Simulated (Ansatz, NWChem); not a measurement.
**How methods differ on InSiH3ClO (SMILES [SiH3][O][In][Cl])**

InSiH3ClO has 7 atoms, charge 0, and is taken as a doublet. SMILES: `[SiH3][O][In][Cl]`. The shape is that of a PBE0-D4/def2-TZVP optimisation. This is one conformer, not always the lowest.

```xyz
7

Si    0.0166    1.1446    0.4608
O     0.2037   -0.4416    0.1145
In   -0.4376   -1.7233   -1.2706
Cl    0.3307   -3.9332   -1.0412
H     0.4962    2.0095   -0.6553
H     0.8037    1.4578    1.6819
H    -1.4134    1.4861    0.7099
```

Each level gives the electronic atomisation energy (eV). The values are calculated. Electronic energies at fixed atoms, without zero-point motion or spin-orbit coupling.

| level | kind | program | value (eV) | less CCSD(T)/def2-SVP | CPU time (all runs) |
| --- | --- | --- | --- | --- | --- |
| UHF/def2-SVP (core potential) | Hartree–Fock | NWChem | 15.05 | -4.36 | 42 s |
| UPBE/def2-SVP (core potential) | GGA | Ansatz | 20.74 | +1.33 | 19 s |
| UM06-2X/def2-SVP (core potential) | hybrid meta-GGA | NWChem | 20.83 | +1.42 | 65 s |
| U-r2SCAN0/def2-SVP (core potential) | hybrid meta-GGA | Ansatz | 20.43 | +1.02 | 47 s |
| U-wB97X/def2-SVP (core potential) | range-separated hybrid | Ansatz | 20.69 | +1.28 | 86 s |
| UPBE-QIDH/def2-SVP (core potential) | double hybrid | Ansatz | 20.22 | +0.81 | 22 s |
| RPA@PBE/def2-SVP (core potential) | RPA | Ansatz | 18.40 | -1.01 | 29 s |
| UMP2/def2-SVP (core potential) | perturbation theory | Ansatz | 19.87 | +0.46 | 6.6 s |
| UCCSD(T)/def2-SVP (core potential) | coupled cluster or CI | Ansatz | 19.41 | 0.00 | 1.9 min |
| UCCSD/def2-SVP (core potential) | coupled cluster or CI | Ansatz | 19.17 | -0.24 | 80 s |

Differences are taken from UCCSD(T)/def2-SVP (core potential) for orientation; it has basis-set and higher-order errors of its own. Correlated wave functions underbind in double-zeta sets. The values span 15.05 to 20.83 eV. In the correlated wave-function rows the outer d shell of In is correlated, in sets not made for it. Times are those of the runs behind each value, whatever else they computed, on shared processors of several kinds: orders of magnitude only.

Electron correlation supplies a substantial part of the binding: Hartree–Fock gives only 15.05 eV, against 19.41 eV with CCSD(T). Forming the Si–H, Si–O, In–O and In–Cl bonds pairs electrons that are unpaired in the separated atoms, and the correlation energy gained this way is missing from the mean-field description. Most of it is already recovered by CCSD. The modest triples contribution suggests that no severe multireference problem dominates the energy, while MP2 overshoots the coupled-cluster result, as a second-order treatment of pair correlation can.

RPA falls below CCSD(T), in line with its known tendency to underbind through its poor short-range correlation. The density functionals all lie above CCSD(T), but this doesn't establish true overbinding, since their energies usually converge faster with basis size; part of the gap probably reflects missing correlation in the reference. Nor does a total atomisation energy show how strongly the formally divalent indium centre holds its oxygen or chlorine, because the Si–H and Si–O bonds contribute to the same sum.
